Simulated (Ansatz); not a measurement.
# Te: energy change per atom and pressure as volume scale varies

Results calculated with Ansatz 0.2.0, not measured. Plane-wave DFT, scalar-relativistic PAW made under PBE with cores redone for the functional, no dispersion; the given relaxed cell is scaled uniformly, energy at zero smearing counts from the unscaled cell, pressure at the given Fermi-Dirac smearing is positive in compression.

The cell before it is scaled or strained (space group Pm-3m, No. 221):
```
Te
1.0
      3.2945     0.0000     0.0000
      0.0000     3.2945     0.0000
      0.0000     0.0000     3.2945
Te
1
Direct
  0.00000 0.00000 0.00000
```

Settings of every row: spin polarised no; functional BLYP; wave cutoff 420 eV; smearing width 0.1 eV; k mesh 11x11x11.

Atom starting moment: 0 on all atoms.

Limits: no spin-orbit coupling, which can matter with elements this heavy; the cell comes from a prototype or a list of computed structures and needn't be the stable phase.

| row | volume scale | V (Å³/atom) | energy change per atom (meV) | pressure (GPa) |
| --- | --- | --- | --- | --- |
| 1 | 0.88 | 31.467 | 76.21 | 6.67 |
| 2 | 0.92 | 32.897 | ? | ? |
| 3 | 0.96 | 34.327 | 6.28 | 1.68 |
| 4 | 1.04 | 37.188 | 7.56 | -1.43 |
| 5 | 1.08 | 38.618 | 26.02 | -2.5 |
| 6 | 1.12 | 40.049 | 53 | -3.34 |

Question: what energy change per atom and pressure should row 2 give?

Worked fit of energy change per atom. Take u = (V_r/V)^(2/3) − 1 with V_r = 37.188 Å³ an atom, which is twice the finite (Eulerian) strain; such expansions in the strain, on which the Birch-Murnaghan equation of state is built, carry the rest volume and the bulk modulus. The shown rows have u = 0.1178, 0.05482, 0, -0.02484, -0.04821. Least squares give energy change per atom = 7.063 − 513.362 × u + 9326 × u² meV; a straight line predicts inner rows, each left out in turn, worse (root mean square 31 against 1.1 meV). The rows lie off it by 0.21, -0.67, 0.50, 0.45, -0.49 (root mean square 0.49 meV). The withheld row has u = 0.08517, so the fit gives 7.063 − 513.362 × (0.08517) + 9326 × (0.08517)² = 30.99 meV.

The calculation gave 30.12 meV. The fit lies 0.87 meV (2.9 % of the value, 1.2 % of the column's range) above it; its largest miss of a shown row is 0.67 meV.

Worked fit of pressure. Take u = (V_r/V)^(2/3) − 1 with V_r = 37.188 Å³ an atom, which is twice the finite (Eulerian) strain; such expansions in the strain, on which the Birch-Murnaghan equation of state is built, carry the rest volume and the bulk modulus. The shown rows have u = 0.1178, 0.05482, 0, -0.02484, -0.04821. Least squares give pressure = −1.447 + 47.587 × u + 180.43 × u² GPa; a straight line predicts inner rows, each left out in turn, worse (root mean square 0.61 against 0.04 GPa). The rows lie off it by 0.01, -0.02, 0.02, 0.02, -0.02. The pressure vanishes at u = 0.0275, or V = 35.7 Å³ an atom, and there the bulk modulus at fixed shape and fractions is B = −V dP/dV = (2/3)(1 + u) dP/du = 39.4 GPa. The withheld row has u = 0.08517, so the fit gives −1.447 + 47.587 × (0.08517) + 180.43 × (0.08517)² = 3.91 GPa.

The calculation gave 3.88 GPa. The fit lies 0.03 GPa (0.3 % of the column's range) above it; its largest miss of a shown row is 0.02 GPa.
